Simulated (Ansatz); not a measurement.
# Decay constant of the tunnelling density against sample bias on Te-covered and C-covered Ru(0001), PBE and PBE-D3(BJ)

We calculate how fast the density of states between the Fermi level and the sample bias dies out above two ordered overlayers on Ru(0001): tellurium in a (2×2) pattern and carbon in a (√3×√3)R30° pattern. The question is how the decay constant κ changes with the size and sign of the bias. This matters wherever tip heights or apparent barriers from scanning tunnelling microscopy are used to characterise a contact or a coated metal, because κ sets how strongly the current responds to distance. Each κ is compared with κ₀, the value for a free electron without momentum along the surface. Energies are counted from the Fermi level, and negative bias images filled states.

## Calculations

Ansatz 0.2.0, plane-wave Kohn-Sham DFT with its default PAW datasets at cutoffs of 420 eV, level as listed. Slabs and stacks are built by hand and relaxed; a single point with 17 to 18 Å of vacuum, a dipole correction, Fermi-Dirac smearing of 0.05 eV and meshes of 12 to 18 points along the first in-plane vector gives the density of the states between the Fermi level and the sample bias. Its planar mean n(z) is fitted as exp(−2κz) between 3 and 5 Å above the top atom. Spin-paired, no spin-orbit coupling.

Notes on method and selection:

- A free electron at the Fermi level with no momentum along the surface decays with κ₀ = 0.5123·√Φ Å⁻¹, Φ in eV; momentum along the surface raises κ, and the slow approach of the potential to the vacuum level lowers it.
- The tip is left out (Tersoff-Hamann).
- Slabs this thin have discrete subbands, so κ depends on which of them fall in the window.
- Windows narrower than 0.1 V hold too few states on these meshes and are not listed; a blank corrugation was not computed at that height.
- Runs in which the search for lower states was switched off are not listed.
- Work functions and vacuum levels are read from the electrostatic potential (Hartree and local ionic parts), which a warning of a rough exchange-correlation potential in thin density does not concern.
- Sites and patterns name the starting structure; atoms can leave their sites in the relaxation.
- The default PAW datasets of this version of Ansatz are the set soft_2.
- Runs that did not converge, have known faults or may not be shown are not listed, and runs on Ansatz's PAW sets soft_1 and soft_2 are kept to separate tables.

Columns:

- bias (V): sample bias; negative images filled states.
- κ₀ of window top (Å⁻¹): 0.5123·√(Φ − E) for the highest energy E in the window, from the Fermi level.
- κ (Å⁻¹): decay constant κ of the window's density.
- corrugation (Å): corrugation at constant current, set to the mean density at the first listed height.

## Table of results

```
member  surface                                                         bias (V)  κ₀ of window top (Å⁻¹)  κ (Å⁻¹)  corrugation (Å)
−1.5 V  Ru(0001)-(2x2)-Te, fcc site (PBE, Φ 4.51 eV, 3 Å)               −1.5      1.088                   1.294    1.22
−0.7 V  Ru(0001)-(2x2)-Te, fcc site (PBE, Φ 4.51 eV, 3 Å)               −0.7      1.088                   1.247    1.32
−0.2 V  Ru(0001)-(2x2)-Te, fcc site (PBE, Φ 4.51 eV, 3 Å)               −0.2      1.088                   1.200    1.04
+0.2 V  Ru(0001)-(2x2)-Te, fcc site (PBE, Φ 4.51 eV, 3 Å)               0.2       1.064                   1.199    1.09
+0.7 V  Ru(0001)-(2x2)-Te, fcc site (PBE, Φ 4.51 eV, 3 Å)               0.7       1.000                   1.163    1.01
+1.5 V  Ru(0001)-(2x2)-Te, fcc site (PBE, Φ 4.51 eV, 3 Å)               1.5       0.889                   1.078    1.04
−1.2 V  Ru(0001)-(r3xr3)R30-C, hcp site (PBE-D3(BJ), Φ 5.56 eV, 3.5 Å)  −1.2      1.208                   1.421    0.09
−0.4 V  Ru(0001)-(r3xr3)R30-C, hcp site (PBE-D3(BJ), Φ 5.56 eV, 3.5 Å)  −0.4      1.208                   1.380    0.07
+0.4 V  Ru(0001)-(r3xr3)R30-C, hcp site (PBE-D3(BJ), Φ 5.56 eV, 3.5 Å)  0.4       1.164                   1.332    0.25
+1.2 V  Ru(0001)-(r3xr3)R30-C, hcp site (PBE-D3(BJ), Φ 5.56 eV, 3.5 Å)  1.2       1.070                   1.296    0.51
```

## Reading the trend

On both surfaces κ is largest at the most negative bias and smallest at the most positive. With tellurium it falls from 1.294 to 1.078 Å⁻¹ over 3.0 V, a mean slope of (1.078 − 1.294) / 3.0 = −0.072 Å⁻¹ per V. With carbon it falls from 1.421 to 1.296 Å⁻¹ over 2.4 V, a mean slope of (1.296 − 1.421) / 2.4 = −0.052 Å⁻¹ per V.

The main reason is the barrier. A wider filled window adds states lying deeper below the vacuum level, which decay faster; a wider empty window adds states closer to it, which decay more slowly. The simplest measure takes the barrier at the centre of the window, κ_c = 0.5123·√(Φ − V/2), with Φ in eV and V the signed bias in volts. With tellurium it is 0.5123 × √(4.51 + 0.75) = 1.175 Å⁻¹ at −1.5 V and 0.5123 × √(4.51 − 0.75) = 0.993 Å⁻¹ at +1.5 V, a fall of 1.175 − 0.993 = 0.182 Å⁻¹; the calculated κ falls by 1.294 − 1.078 = 0.216 Å⁻¹. With carbon it is 0.5123 × √(5.56 + 0.6) = 1.271 Å⁻¹ at −1.2 V and 0.5123 × √(5.56 − 0.6) = 1.141 Å⁻¹ at +1.2 V, a fall of 1.271 − 1.141 = 0.130 Å⁻¹; the calculated κ falls by 1.421 − 1.296 = 0.125 Å⁻¹.

κ lies above κ_c in all ten rows, on average by about 0.11 Å⁻¹ with tellurium and 0.15 Å⁻¹ with carbon. If each row is predicted from κ_c plus the mean offset of the other rows on its surface, the typical miss is about 0.015 Å⁻¹ for tellurium and 0.003 Å⁻¹ for carbon. Using the mean κ of the other rows instead gives misses of about 0.06 Å⁻¹ on both surfaces.

The positive offset has the sign expected from momentum along the surface, since κ² = κ₀² + k∥² for a plane wave outside the metal. The larger offset with carbon may come partly from its smaller surface cell, which allows larger k∥ before the bands fold back.

The higher level of κ with carbon follows mostly from its work function, 5.56 against 4.51 eV, which raises κ₀ at the Fermi level by 1.208 − 1.088 = 0.120 Å⁻¹. The dispersion term used only for carbon adds nothing to the electronic potential and can act on κ only through the relaxed positions.

## Residuals

The tellurium row at +1.5 V lies farthest from the window-centre estimate. Its offset is 1.078 − 0.993 = 0.085 Å⁻¹, against a mean of 0.116 Å⁻¹ for the other five tellurium rows. In a wide empty window the uppermost states reach farthest into the vacuum and gain weight with height, which can pull κ below the estimate. The carbon row at +1.2 V shows no such lowering, so the character of the states that enter the window must matter too.

The tellurium rows at −0.2 and +0.2 V have practically the same κ, although κ_c falls from 0.5123 × √(4.51 + 0.1) = 1.100 Å⁻¹ to 0.5123 × √(4.51 − 0.1) = 1.076 Å⁻¹ between them. These are the narrowest windows listed, and a few discrete subbands of the thin slab can shift κ by this much.

In corrugation, carbon at −0.4 V stands out with only 0.07 Å, against 0.51 Å at +1.2 V. The brightest spot lies nearest a ruthenium atom at −0.4 V but over carbon at −1.2 V. The contrast thus reverses between these two windows, and both images are nearly flat.

## Questions the table answers

**How much does the bias change the loss of density per Å above the tellurium overlayer?**
The density falls by a factor exp(2κ) per Å. At −1.5 V this is exp(2 × 1.294) = 13.3, and at +1.5 V it is exp(2 × 1.078) = 8.6. The factor by which a retraction of 1 Å weakens the signal is therefore 13.3 / 8.6 = 1.5 times as large at the negative bias.

**Can the work function be read from κ at low bias?**
Inverting the free-electron formula gives an apparent barrier of (κ / 0.5123)². For tellurium at −0.2 V this is (1.200 / 0.5123)² = 5.49 eV, which is 5.49 − 4.51 = 0.98 eV above the calculated work function. For carbon at −0.4 V it is (1.380 / 0.5123)² = 7.26 eV, too high by 7.26 − 5.56 = 1.70 eV. The inversion is unsuitable for either surface at these heights.

**For a quick estimate of a bias effect, should the barrier be taken at the top or the centre of the window?**
For tellurium between −0.2 and −1.5 V, the window top stays at the Fermi level and predicts no change. The centre predicts a rise of 1.175 − 1.100 = 0.075 Å⁻¹, and the calculated rise is 1.294 − 1.200 = 0.094 Å⁻¹. For carbon between +0.4 and +1.2 V, the top predicts a fall of 1.164 − 1.070 = 0.094 Å⁻¹ and the centre, with 0.5123 × √(5.56 − 0.2) = 1.186 Å⁻¹ at +0.4 V, one of 1.186 − 1.141 = 0.045 Å⁻¹; the calculated fall is 1.332 − 1.296 = 0.036 Å⁻¹. The centre is the better choice in both cases.

## Summary

At the listed biases, from −1.5 to +1.5 V with tellurium and −1.2 to +1.2 V with carbon, κ follows the barrier at the window centre plus an offset particular to each surface. The offsets belong to these slabs and to the fit between 3 and 5 Å, and should not be carried to other overlayers or to narrower windows.

PBE lacks the long image tail of the potential outside a metal; including it would lower κ. The missing tip also matters: for a tip of similar work function, its field would raise the mean barrier at positive sample bias and lower it at negative bias, so the fall of κ with bias would be weaker.

All single points carried a warning of a rough exchange-correlation potential in thin density, which is where κ is fitted. Changes with bias on one surface share the same potential and are safer than the absolute values, on which the offsets and the apparent barriers depend.

[Logs are printed without paths, hosts, clocks, repeated set-up lines and the standing remarks that a program may print on its own settings, such as how far it seeks lower states.]
